Chloride binds FH most strongly, ammonia comes second, formaldehyde third and methane last, and these four places hold at every level of theory in the table. Between them, H₂S, C₂H₄, SO₂ and H₂Te lie within 1 kcal/mol of one another. H₂S leads this group in every calculation that includes correlation, but the other three are too close to rank safely, and the order of SO₂ and H₂Te changes with the method.

Gas-phase, counterpoise-corrected interaction energies of FH pairs (negative binds), each at its most strongly bound PBE0-D4/def2-TZVP minimum, from Ansatz 0.2.0 with frozen cores and a def2 core potential on Te. HF and MP2 are extrapolated from def2-TZVPPD and def2-QZVPPD; the CCSD(T) correction and the functionals use def2-TZVPPD. The correlation part is CCSD(T) less HF.

```
partner  pair (SMILES)  CCSD(T) (kcal/mol)  HF (kcal/mol)  correlation part (kcal/mol)  MP2 less CCSD(T) (kcal/mol)  wB97X-V less CCSD(T) (kcal/mol)  r2SCAN-D4 less CCSD(T) (kcal/mol)  B3LYP-D4 less CCSD(T) (kcal/mol)  deformation, CCSD(T) (kcal/mol)
    Cl-        [Cl-].F              -25.67         -22.69                        -2.98                        -0.40                            -0.67                              -1.81                             -0.78                             2.44
    H3N            N.F              -13.42         -11.41                        -2.01                        -0.21                            -0.64                              -1.48                             -0.93                             1.09
   CH2O          F.C=O               -8.44          -7.28                        -1.16                         0.04                            -0.41                              -0.81                             -0.44                             0.18
    H2S            F.S               -5.10          -3.00                        -2.10                        -0.19                            -0.52                              -1.10                             -0.83                             0.19
   C2H4          F.C=C               -4.51          -2.62                        -1.89                        -0.28                            -0.54                              -1.05                             -0.48                             0.05
    O2S        F.O=S=O               -4.34          -3.62                        -0.72                         0.23                            -0.19                              -0.31                             -0.42                             0.17
   H2Te       F.[TeH2]               -4.15          -1.85                        -2.29                        -0.16                            -0.50                              -0.98                             -0.92                             0.15
    CH4            F.C               -1.65          -0.10                        -1.55                         0.03                            -0.07                              -0.50                              0.13                             0.08
```

The first and last rows are the two limiting cases. Hartree–Fock (the column HF) contains the electrostatics, the polarisation of each partner by the other, charge transfer and the repulsion of overlapping clouds. The correlation part adds dispersion and corrects the charge distributions that Hartree–Fock gets wrong. It supplies 12% of the binding to chloride but 94% of the binding to methane. Across all rows the Hartree–Fock part varies ten times as much as the correlation part, so the wide steps arise mainly in the Hartree–Fock part. The likeliest cause is how much negative charge a partner exposes to the proton of FH, and how readily that charge shifts towards it.

**Chloride.** A full charge facing a dipole gives the scale of the first row. The energy is

$$E=-\frac{e\mu}{4\pi\varepsilon_0R^2},$$

where $\mu$ is the dipole moment of FH and $R$ its distance from the ion. Two unit charges 1 Å apart attract by about 330 kcal/mol, and a rough recalled dipole of 1.8 D is 0.37 unit charges times 1 Å. With $R$ = 2.36 Å, measured to the middle of the FH bond, $E\approx-330\times0.37/2.36^2\approx-22$ kcal/mol.

The Hartree–Fock value is −22.69, but the close match is luck. Measuring $R$ to the fluorine instead gives −15, and the formula omits both polarisation and repulsion. Nothing was fitted, and the estimate shows only that a bare charge accounts for binding of this size.

Chloride leads ammonia by 12.25 kcal/mol. Counting the cost of bending and stretching the partners into their bound shapes reduces the lead to 10.90. The chloride structure was optimised without the diffuse functions that an anion needs, yet an error of that kind should cost little beside such a lead. A polar solvent is a more serious threat, because it stabilises the free ion and screens its charge.

**Ammonia and formaldehyde.** The dipole of the whole molecule does not predict this step. Formaldehyde has the larger one, roughly 2.3 D against 1.5 D, yet ammonia binds more strongly by 4.98 kcal/mol. What counts is the charge that the proton meets locally. The single lone pair of nitrogen points along the line of approach and probably presents a more negative potential there than the carbonyl oxygen does. Polarisation of the pair and sharing with the empty antibonding orbital of FH add to this, by amounts the table does not separate.

The structure fits this picture: the FH bond is 0.96 Å long beside ammonia and about 0.94 Å beside formaldehyde. Polarisation alone would also stretch the bond, so the lengths do not reveal how much charge is shared. The order itself is safe: the smallest step found, from CCSD(T) with the deformation cost included, is still 4.07 kcal/mol. The small deformation entries are rough: FH alone lies 0.38 kcal/mol higher beside formaldehyde than beside methane, more than the whole entry of 0.18.

**The crowded middle.** Here two kinds of acceptor reach nearly the same energy by different routes. SO₂ offers a compact, negatively charged oxygen and has the strongest Hartree–Fock binding of the four, −3.62 kcal/mol, but correlation adds only −0.72. The other three offer soft, easily polarised clouds, for which correlation adds about −2.

Weaker dispersion need not be the reason for the small SO₂ value: SO₂ is about as polarisable as H₂S, and the proton sits closer to it, 1.84 Å from oxygen against 2.23 Å from sulfur. Hartree–Fock tends to exaggerate the dipoles of such molecules, so correlation probably takes back some of the electrostatic attraction while it adds dispersion. The same holds for formaldehyde, whose correlation part is also small. This may account for part of the difference, but neither dipoles nor polarisabilities were computed here, and the table does not split the correlation part further.

Correlation therefore decides who wins. Without it, SO₂ would stand above both H₂S and C₂H₄. H₂S overtakes SO₂ once 45% of the correlation part is included in both pairs, whereas C₂H₄ needs 85%. The lead of H₂S over SO₂ is thus fairly robust, while that of C₂H₄, at 0.17 kcal/mol, is fragile. B3LYP-D4 even places C₂H₄ behind H₂Te.

H₂S also stays ahead of C₂H₄ at every level, by 0.59 kcal/mol with CCSD(T). A lead this small could be reversed in a real gas by differences in zero-point motion and entropy, which these energies leave out and which were not computed.

H₂Te shows what happens when the acceptor atom grows. The proton sits 2.57 Å from tellurium but 2.23 Å from sulfur, and the Hartree–Fock part falls from −3.00 to −1.85 kcal/mol. Correlation gains slightly, but not enough to make up the loss. In both pairs FH approaches almost at right angles to the bonds of the acceptor, where a lone pair lies exposed.

**Methane.** Comparison with C₂H₄ shows what methane lacks. Neither molecule has a dipole, and their correlation parts are similar, −1.55 and −1.89 kcal/mol. The Hartree–Fock parts, however, are −0.10 and −2.62. The π cloud of C₂H₄ presents negative charge above the molecular plane, and FH points straight at it; methane has neither a π cloud nor a lone pair to offer.

Last place is secure, since methane trails H₂Te by 2.50 kcal/mol, more than the largest error of any functional in the table. For a neighbouring case the same two questions apply: how much negative charge does the proton meet, and how soft is the cloud that carries it?



**The open place.** CCSD(T) puts SO₂ ahead of H₂Te by 0.19 kcal/mol, whereas MP2 and all three functionals put H₂Te ahead. Going from MP2 to CCSD(T) strengthens SO₂ by 0.23 and weakens H₂Te by 0.16, and this correction, computed in the smaller basis set, is what turns the order round. The SO₂ pair has the largest T1 diagnostic, 0.018, and its restricted reference turns unstable towards an unrestricted one in def2-SVP, though it is stable in def2-TZVPPD.

The tellurium pair may also be the hardest to converge. Its calculation correlates the filled d shell just below the valence shell of tellurium, whereas the sulfur pairs freeze everything below theirs. Extrapolating its total MP2 correlation energy to the basis-set limit moves it by about 85 kcal/mol, nearly all of which must cancel between the pair and its separate partners. The output printed below gives the gaps at each level. Whether SO₂ or H₂Te holds FH more tightly remains open until both the MP2 extrapolation and the coupled-cluster correction are repeated in larger basis sets, with spin–orbit coupling and zero-point motion included.

Output of the analysis:

```
kcal/mol; rounding: gaps +-0.01 (summed levels +-0.02); RT at 298 K = 0.59
partner CCSD(T) HF corr corr-share +deform MP2 wB97X-V r2SCAN-D4 B3LYP-D4
Cl-   -25.67 -22.69 -2.98  12% -23.23 -26.07 -26.34 -27.48 -26.45
H3N   -13.42 -11.41 -2.01  15% -12.33 -13.63 -14.06 -14.90 -14.35
CH2O   -8.44  -7.28 -1.16  14%  -8.26  -8.40  -8.85  -9.25  -8.88
H2S    -5.10  -3.00 -2.10  41%  -4.91  -5.29  -5.62  -6.20  -5.93
C2H4   -4.51  -2.62 -1.89  42%  -4.46  -4.79  -5.05  -5.56  -4.99
O2S    -4.34  -3.62 -0.72  17%  -4.17  -4.11  -4.53  -4.65  -4.76
H2Te   -4.15  -1.85 -2.29  55%  -4.00  -4.31  -4.65  -5.13  -5.07
CH4    -1.65  -0.10 -1.55  94%  -1.57  -1.62  -1.72  -2.15  -1.52
span HF 22.59, corr 2.26, ratio 10.0; H2S-H2Te 0.95, C2H4-H2Te 0.36
neighbour gap (+ keeps order): CCSD(T) +deform HF MP2 wB97X-V r2SCAN-D4 B3LYP-D4
Cl->H3N: +12.25 +10.90 +11.28 +12.44 +12.28 +12.58 +12.10
H3N>CH2O: +4.98 +4.07 +4.13 +5.23 +5.21 +5.65 +5.47
CH2O>H2S: +3.34 +3.35 +4.28 +3.11 +3.23 +3.05 +2.95
H2S>C2H4: +0.59 +0.45 +0.38 +0.50 +0.57 +0.64 +0.94
C2H4>O2S: +0.17 +0.29 -1.00 +0.68 +0.52 +0.91 +0.23
O2S>H2Te: +0.19 +0.17 +1.77 -0.20 -0.12 -0.48 -0.31
H2Te>CH4: +2.50 +2.43 +1.75 +2.69 +2.93 +2.98 +3.55
with deformation: swaps of 28 pairs: 0
HF: mean err +1.84, worst Cl- +2.98 (12%), worst rel CH4 94%; swaps: O2S over H2S, O2S over C2H4
MP2: mean err -0.12, worst Cl- -0.40 (2%), worst rel C2H4 6%; swaps: H2Te over O2S
wB97X-V: mean err -0.44, worst Cl- -0.67 (3%), worst rel H2Te 12%; swaps: H2Te over O2S
r2SCAN-D4: mean err -1.00, worst Cl- -1.81 (7%), worst rel CH4 30%; swaps: H2Te over O2S
B3LYP-D4: mean err -0.58, worst H3N -0.93 (7%), worst rel H2Te 22%; swaps: H2Te over C2H4, H2Te over O2S
H2S/O2S: HF diff +0.62, corr diff -1.38, tie when corr scaled by 0.45
C2H4/O2S: HF diff +1.00, corr diff -1.17, tie when corr scaled by 0.85
O2S/H2Te: HF diff -1.77, corr diff +1.57, tie when corr scaled by 1.13
O2S/H2Te gap 0.19 = 8% of H2Te corr, 26% of O2S corr
geometry (A, +-0.01; X = Cl, N, S, C=C midpoint, O, Te)
Cl-: F-H 0.98, H...X 1.87, F-H...X 179 deg
H3N: F-H 0.96, H...X 1.66, F-H...X 179 deg
H2S: F-H 0.93, H...X 2.23, F-H...X 175 deg, H...X-H 93 deg, H...X-H 93 deg
C2H4: F-H 0.94, H...X 2.09, F-H...X 180 deg
O2S: F-H 0.93, H...X 1.84, F-H...X 166 deg
H2Te: F-H 0.93, H...X 2.57, F-H...X 179 deg, H...X-H 93 deg, H...X-H 93 deg
FH fragment HF/QZ energy above CH4 row: CH2O 0.91, H2S 0.58, H2Te 0.49, C2H4 0.41, O2S 0.24
FH fragment CCSD(T) above CH4 row vs whole deformation: CH2O 0.38 vs 0.18, H2S 0.22 vs 0.19, C2H4 0.12 vs 0.05
pair MP2 correlation QZ -> limit, eV: H2S -13.9 -> -14.7 (step -0.79), O2S -27.4 -> -28.9 (step -1.50), H2Te -25.6 -> -29.3 (step -3.68)
H2Te step 85 kcal/mol; O2S/H2Te gap is 0.2% of it
Cl- ion-dipole (1.8 D rough): -22 at bond midpoint 2.36 A, -15 at F 2.85 A; HF level -22.69
rough dipole D / HF energy: CH2O 2.3/-7.28, O2S 1.6/-3.62, H3N 1.5/-11.41, H2S 1.0/-3.00, C2H4 0.0/-2.62, CH4 0.0/-0.10
```
